# Margin comments: the Coulomb kick after tunnelling and the attoclock offset

**1. Premises.** An electron of mass $m$ and charge $-e$, bound by $I_p$, tunnels out in a classical field of amplitude $F$ and frequency $\omega$. It leaves a fixed ion of charge $Ze$, where $Z$ is the charge after ionisation. The premises are these.

- (a) The dipole approximation holds and the motion is non-relativistic.
- (b) Outside the barrier the motion is classical.
- (c) The electron starts at rest at the exit $r_0=I_p/eF$ of a triangular barrier, where the field energy $-eFr$ equals $-I_p$.
- (d) The attraction $k/r^2$, with $k=Ze^2/4\pi\varepsilon_0$, is kept to first order.

The notation is
$$\hbar\kappa=\sqrt{2mI_p},\quad \nu=\frac{Z}{\kappa a_0},\quad t_a=\frac{\hbar}{E_h},\quad f=\frac{F}{F_\kappa},\quad F_\kappa=\frac{\hbar^2\kappa^3}{me},\quad \gamma=\frac{\omega\hbar\kappa}{eF},$$
with $\gamma$ the Keldysh parameter and $k=Z\hbar^2/ma_0$. The $x$ axis points along the force $-e\mathbf E$ at the moment of release, $t=0$. The force turns from $+x$ towards $+y$:
$$-e\mathbf E=eF(\cos\omega t,\ \sin\omega t).$$
The cycle-averaged intensity of circular light is $c\varepsilon_0F^2$, twice that of linear light with the same $F$.

**2. What is exact.** Newton's equation integrates to
$$\mathbf p(\infty)=m\mathbf v(0)-e\int_0^\infty\mathbf E\,dt-k\int_0^\infty\frac{\mathbf r}{r^3}\,dt .$$
The laser term and the Coulomb term add without approximation. Premise (d) enters only through the path $\mathbf r(t)$ in the last integral: since $k$ already stands in front, the path may be taken at zeroth order in $k$.

**3. The kick.** Freeze the field. The electron starts on the $+x$ side, since the barrier is thinnest there, and moves as $r=r_0+eFt^2/2m$. Put $t=t_cs$ with $t_c=\sqrt{2mr_0/eF}=\hbar\kappa/eF$, so that $r=r_0(1+s^2)$. With $s=\tan\alpha$,
$$\int_0^\infty\frac{ds}{(1+s^2)^2}=\int_0^{\pi/2}\cos^2\alpha\,d\alpha=\frac{\pi}{4},\qquad \Delta p_0=\frac{\pi}{4}\,\frac{k\,t_c}{r_0^2}.$$
Insert $r_0=\hbar^2\kappa^2/2meF$ and $k=Z\hbar^2/ma_0$, and use $t_a=ma_0^2/\hbar$:
$$\Delta p_0=\frac{\pi k\,m^2eF}{(\hbar\kappa)^3}=eF\,\tau_C,\qquad \tau_C=\frac{\pi Z\,t_a}{(\kappa a_0)^3}=\frac{\pi\nu\hbar}{2I_p}.$$
The kick points along $-x$, towards the ion. It grows with $F$ because the force at the exit goes as $F^2$ and its duration $t_c$ as $1/F$.

**4. Why the field may be frozen.** The part collected up to $s=1$ is $(\pi/8+1/4)/(\pi/4)=1/2+1/\pi=0.818$. The kick is therefore delivered within about $t_c$, and in that time the field turns by $\omega t_c=\gamma$. The upper limit $\infty$ looks inconsistent with an oscillating field, but the integrand falls as $s^{-4}$. The region $\omega t\gtrsim1$, or $s\gtrsim1/\gamma$, holds only a fraction of order $\gamma^3$.

**5. The angle and its sign.** For a pulse switched off slowly, the oscillating parts of the laser integral vanish at the upper limit:
$$eF\int_0^\infty(\cos\omega t,\sin\omega t)\,dt\to(0,\ p_0),\qquad p_0=eF/\omega .$$
The drift is perpendicular to the kick. The final momentum $(-\Delta p_0,\ p_0)$ is turned from $+y$ towards $-x$, which is the sense in which the field rotates. The angle is
$$\tan\theta_0=\frac{\Delta p_0}{p_0}=\omega\tau_C=\frac{\pi Z\,\omega t_a}{(\kappa a_0)^3}.$$
The field cancels because kick and drift are both linear in $F$. At first order in $Z$, $\tan\theta_0$ and $\theta_0$ are not distinguished. A free electron released at $t_0$ ends at the angle $\omega t_0+\pi/2$, so a forward rotation reads as late release by $\tau_C$. No time under the barrier was put in: $\tau_C$ is the lag of an electron held back by its ion. Since $\nu\propto I_p^{-1/2}$, one also has $\tau_C=-\hbar\,d(\pi\nu)/dI_p$, the form of an energy derivative of a phase $\pi\nu$.

**6. A rotation needs a marker.** At constant circular amplitude every release time is equally likely. The distribution is a uniform ring and its rotation is invisible. The marker is a short envelope or a slight ellipticity.

For a force $eF(\cos\omega t,\ b\sin\omega t)$ with $b<1$, release peaks on the major axis. The kick is unchanged at leading order in $\gamma$ and the drift is $bp_0$, so $\tan\theta=\omega\tau_C/b$.

For an envelope $g(t)=\exp(-2\ln2\,t^2/T^2)$, with $T$ the full width at half maximum of the intensity, repeated integration by parts at $t=0$ gives
$$\int_0^\infty g\sin\omega t\,dt=\frac1\omega\Big[1-\frac{g''(0)}{\omega^2}+\dots\Big]=\frac1\omega\Big[1+\frac{4\ln2}{(\omega T)^2}+\dots\Big].$$
The drift grows by this bracket and the angle shrinks by it. The cosine integral is $\tfrac12\sqrt{\pi/\beta}\,e^{-1/4\beta}/\omega$ with $\beta=2\ln2/(\omega T)^2$, exponentially small.

**7. The turning field, release at rest.** Let $\varphi=\omega t$ and measure lengths in $eF/m\omega^2$, so that $r_0=\gamma^2/2$. The Coulomb-free path is $X=\gamma^2/2+1-\cos\varphi$, $Y=\varphi-\sin\varphi$, and
$$\frac{\Delta p}{\Delta p_0}=\frac{\gamma^3}{\pi}\int_0^\infty\frac{X\,d\varphi}{(X^2+Y^2)^{3/2}} .$$
Put $\varphi=\gamma s$ and $w=1+s^2$. Then $X=\tfrac12\gamma^2(w-\gamma^2s^4/12)$ and $Y=\gamma^3s^3/6$. Writing the integrand as $X^{-2}(1+Y^2/X^2)^{-3/2}$ gives
$$\frac{4}{\gamma^4w^2}\Big[1+\gamma^2\Big(\frac{s^4}{6w}-\frac{s^6}{6w^2}\Big)\Big]=\frac{4}{\gamma^4w^2}\Big[1+\frac{\gamma^2s^4}{6w^2}\Big].$$
With $\int_0^\infty s^4w^{-4}ds=\pi/32$ the ratio is $1+\gamma^2/48$. The same expansion for $Y$, with $\int_0^\infty s^3w^{-3}ds=1/4$, gives a kick along $-y$ of size $\gamma\,\Delta p_0/3\pi$. It shortens the drift by the fraction $\gamma\theta_0/3\pi$ and affects the angle only at second order in $Z$.

**8. Release at rest is itself corrected at order $\gamma^2$.** Premise (c) is the static limit of the imaginary-time path for a short-range potential, whose weight is $\exp(-2\,\mathrm{Im}S/\hbar)$. For drift $p$ the momentum is $(p_0\sin\varphi,\ p-p_0\cos\varphi)$. On $\varphi=i\varphi'$ its square is $p^2+p_0^2-2pp_0\cosh\varphi'$, so
$$\mathrm{Im}S=\frac1{2m\omega}\int_0^\chi\big(p^2+p_0^2+\hbar^2\kappa^2-2pp_0\cosh\varphi'\big)d\varphi' .$$
The path begins at the saddle point $\varphi'=\chi$, where the integrand vanishes. For that reason $\partial\,\mathrm{Im}S/\partial p=0$ involves the integrand alone and gives the most probable drift, $p=p_0\sinh\chi/\chi$. The saddle condition becomes
$$\gamma^2=\sinh^2\chi-\Big(\cosh\chi-\frac{\sinh\chi}{\chi}\Big)^2=\chi^2\Big(1+\frac{2\chi^2}{9}+\dots\Big).$$
Integrating the velocity from $\varphi=i\chi$, where $\mathbf r=0$, gives $X=\cosh\chi-\cos\varphi$. It also gives $Y=\varphi\sinh\chi/\chi-\sin\varphi$, which is real because of the condition on $p$. With $\varphi=\chi s$,
$$X=\tfrac12\chi^2w\Big[1+\frac{\chi^2(1-s^2)}{12}\Big],\qquad Y=\frac{\chi^3sw}{6}.$$
The relative correction to the integrand is $-\chi^2(1-s^2)/6-\chi^2s^2/6=-\chi^2/6$, independent of $s$. The integral is thus $(\pi/\chi^3)(1-\chi^2/6)$, and $\gamma^3=\chi^3(1+\chi^2/3)$. Hence $\Delta p=\Delta p_0(1+\gamma^2/6)$, while $p=p_0(1+\gamma^2/6)$. The two factors cancel:
$$\theta=\theta_0\,[1+O(\gamma^3)] .$$
For the most probable path the independence of intensity survives through order $\gamma^2$.

**9. The back-action of the ion, to all orders.** In the frozen field the motion along $x$ is solvable. Start at rest at any exit $r_e=\rho r_0$ and put $u=r/r_e$, $\mu=k/eFr_e^2$, $P=\sqrt{2meFr_e}$. Energy conservation gives
$$(mv)^2=P^2\big[(u-1)-\mu(1-1/u)\big]=P^2(u-1)(1-\mu/u).$$
The kick is $\lim(eFt-mv)$, with $eFt=\tfrac12P\int_1^u du'\,[(u'-1)(1-\mu/u')]^{-1/2}$. At large $u$, $mv$ approaches $P\sqrt{u-1}=\tfrac12P\int_1^udu'(u'-1)^{-1/2}$, because the squares differ by a bounded amount. Substituting $u=1/\sin^2\alpha$, with $D=\sqrt{1-\mu\sin^2\alpha}$,
$$\Delta p=P\int_0^{\pi/2}\frac{1/D-1}{\sin^2\alpha}\,d\alpha .$$
Differentiation confirms that the integrand equals $1/D-D-\frac{d}{d\alpha}[(D-1)\cot\alpha]$. The bracket vanishes at both ends, so
$$\Delta p=P\,[K(\mu)-E(\mu)]=\frac{\pi\mu P}{4}\Big(1+\frac{3\mu}{8}+\dots\Big),$$
with complete elliptic integrals of parameter $\mu$ (modulus $\sqrt\mu$). Define $\epsilon=k/eFr_0^2=4\nu f$, the ratio of Coulomb to laser force at $r_0$. Then $\mu=\epsilon/\rho^2$, $P=\hbar\kappa\sqrt\rho$ and $\Delta p_0=\pi\epsilon\hbar\kappa/4$, so
$$G\equiv\frac{\Delta p}{\Delta p_0}=\frac{4\sqrt\rho}{\pi\epsilon}\,[K(\mu)-E(\mu)]\approx\rho^{-3/2}\Big(1+\frac{3\epsilon}{8}\Big).$$

**10. The exit is not unique.** The ion also thins the barrier, and two common prescriptions differ.

(A) On the field axis, $eFr+k/r=I_p$ gives $\rho=\tfrac12(1+\sqrt{1-4\epsilon})\approx1-\epsilon$. Then $G\approx1+15\epsilon/8$, and the barrier vanishes at $\epsilon=1/4$.

(B) The Schrödinger equation for Coulomb plus static field separates in $\xi=r-x$ and $\eta=r+x$. For zero angular momentum about $x$, write $\psi=u_1(\xi)u_2(\eta)/\sqrt{\xi\eta}$. Then
$$u_2''+\Big(-\frac{\kappa^2}{4}+\frac{\beta_2}{a_0\eta}+\frac1{4\eta^2}+\frac{meF\eta}{4\hbar^2}\Big)u_2=0,$$
and $u_1$ obeys the same equation with $\beta_1$ and $-F$, where $\beta_1+\beta_2=Z$. With the field neglected in the confined coordinate, the nodeless solution $u_1=\sqrt\xi\,e^{-\kappa\xi/2}$ fixes $\beta_1=\kappa a_0/2$. The outer turning point, with $\eta=2r$ on the axis, obeys
$$eFr+k\Big(1-\frac1{2\nu}\Big)\frac1r+\frac{\hbar^2}{8mr^2}=I_p,\qquad \rho\approx1-\epsilon\Big(1-\frac1{2\nu}\Big).$$
The gap between (A) and (B) measures the ambiguity of a classical hand-over point.

**11. Transverse spread.** A transverse velocity $v_\perp=q\hbar\kappa/m$ raises the barrier to $I_p(1+q^2)$. The static tunnelling weight $\exp[-(2/3f)(1+q^2)^{3/2}]$ is then proportional to $e^{-q^2/f}$, so $\langle q^2\rangle=f$ over the two transverse directions. The sideways path is $2qs\,r_0$, which multiplies the integrand of comment 3 by $1-6q^2s^2/w^2$. With $\int_0^\infty s^2w^{-4}ds=\pi/32$ the kick changes by the fraction $-\tfrac34q^2$. The exit moves out to $r_0(1+q^2)$, which adds $-\tfrac32q^2$. In (B) the confined motion has already moved the exit through $\beta_1$, so this second term is applied to (A) only. Terms odd in the velocity average out. For the momentum-integrated angular distribution,
$$\frac{\theta}{\theta_0}\approx1+\Big(\frac{15\nu}{2}-\frac94\Big)f\ \ \text{(A)},\qquad 1+\Big(\frac{15\nu}{2}-\frac{15}4\Big)f\ \ \text{(B)}.$$
The leading dependence on intensity is linear in $F$, and its coefficient depends on the prescription.

**12. Depletion works the other way.** Near the peak of the envelope, $1/g\approx1+2\ln2\,t^2/T^2$. The exponent $-2/(3fg)$ then makes the rate Gaussian, $W=W_0e^{-t^2/2\sigma^2}$ with $\sigma^2=3fT^2/(8\ln2)$. The yield is $WN$ with $\dot N=-WN$, and its maximum obeys $-t/\sigma^2-W=0$. For a small ionised fraction $\Pi=\sqrt{2\pi}\,\sigma W_0$ the peak comes early by $\Pi\sigma/\sqrt{2\pi}$. This cancels $\tau_C$ at $\Pi_c=\sqrt{2\pi}\,\tau_C/\sigma$.

**13. Range of validity.** The result $\theta_0=\omega\tau_C$ needs:

- $\gamma<1$, with a remainder of order $\gamma^3$ for the most probable path;
- $\epsilon=4\nu f\ll1/4$, the tightest condition, with relative corrections of order $2\epsilon$ and of uncertain coefficient;
- $\theta_0\ll1$;
- an exit outside the ionic core, and small polarisation of the core;
- $(p_0/mc)^2\ll1$, since the magnetic force acts along the beam at first order and alters the in-plane motion at second order;
- $\Pi\ll\Pi_c$, and $\omega T\gg1$ or the envelope factor kept;
- circular or nearly circular light, so that the electron does not return to the ion.

Since $\gamma f=\hbar\omega/2I_p$, both $\gamma$ and $f$ can be small only if $I_p\gg\hbar\omega$.

**14. Li⁺ at 800 nm.** The process Li⁺ → Li²⁺ leaves $Z=2$. The inputs are an approximate $I_p=75.64$ eV, with an illustrative field $F=2.5\times10^{11}$ V/m and $T=4$ fs. They give $\omega=2.355\times10^{15}$ s⁻¹, $\kappa a_0=2.358$, $\nu=0.848$, $t_a=24.19$ as and a peak intensity of $1.66\times10^{20}$ W/m². The scales are $r_0=0.303$ nm, $t_c=117$ as, $\gamma=0.276$, $f=0.0371$ and $\epsilon=0.126$. At leading order,
$$\tau_C=11.6\ \text{as},\quad \Delta p_0=4.64\times10^{-25},\quad p_0=1.70\times10^{-23}\ \text{kg m/s},\quad \theta_0=0.0273\ \text{rad}=1.56^\circ .$$
The larger corrections use the elliptic form of $G$ and the unexpanded exits. Back-action alone ($\rho=1$) gives $G=1.05$.

| exit | $\rho$ | $G$ | spread | envelope | $\theta/\theta_0$ | $\theta$ |
|---|---|---|---|---|---|---|
| (A) | 0.852 | 1.36 | 0.917 | 0.970 | 1.21 | 1.9° |
| (B) | 0.944 | 1.15 | 0.972 | 0.970 | 1.09 | 1.7° |

The remaining terms are small.

- Turning of the field: $\gamma^2/48=0.0016$ for release at rest. The integral of comment 8 gives an angle within $10^{-3}$ of $\theta_0$ in relative terms. The drift shortens by about $8\times10^{-4}$, and the cosine integral tilts it by $8\times10^{-7}$ rad.
- Beyond the dipole approximation: $(p_0/mc)^2=0.004$.
- Core polarisation: hydrogen-like Li²⁺ has the polarisability $\alpha_c=4\pi\varepsilon_0a_0^3\,(9/2)/3^4$. Its induced dipole repels the electron with the force $2e\alpha_cF/4\pi\varepsilon_0r^3$, which is 0.005 of the Coulomb force at $r_0$. With an approximate $0.19\times4\pi\varepsilon_0a_0^3$ for Li⁺, the Stark shifts raise $I_p$ by half the difference of the polarisabilities times $F^2$, a fraction 0.006. This lowers $\theta$ by 0.009 of itself.
- Depletion: $\sigma=0.57$ fs and $\Pi_c=0.05$. For the rate take the static tunnelling form $W_0=2C^2(I_p/\hbar)(2/f)^{2\nu-1}e^{-2/3f}$ for two electrons, with the hydrogenic $C^2=4$ assumed. It gives $\Pi\approx3\times10^{-4}$ and an advance of 0.07 as.

The angular peak has an rms width $\omega\sigma=1.3$ rad, far larger than the offset, so the offset is a small shift of a broad lobe. With $\epsilon$ at half its barrier-suppression value, the leading formula falls short of the corrected model by 9 to 21 per cent, and no third figure is supported. For these illustrative inputs the model's offset is 1.7° to 1.9° in the sense of rotation of the field, against the field-independent leading value of 1.6°.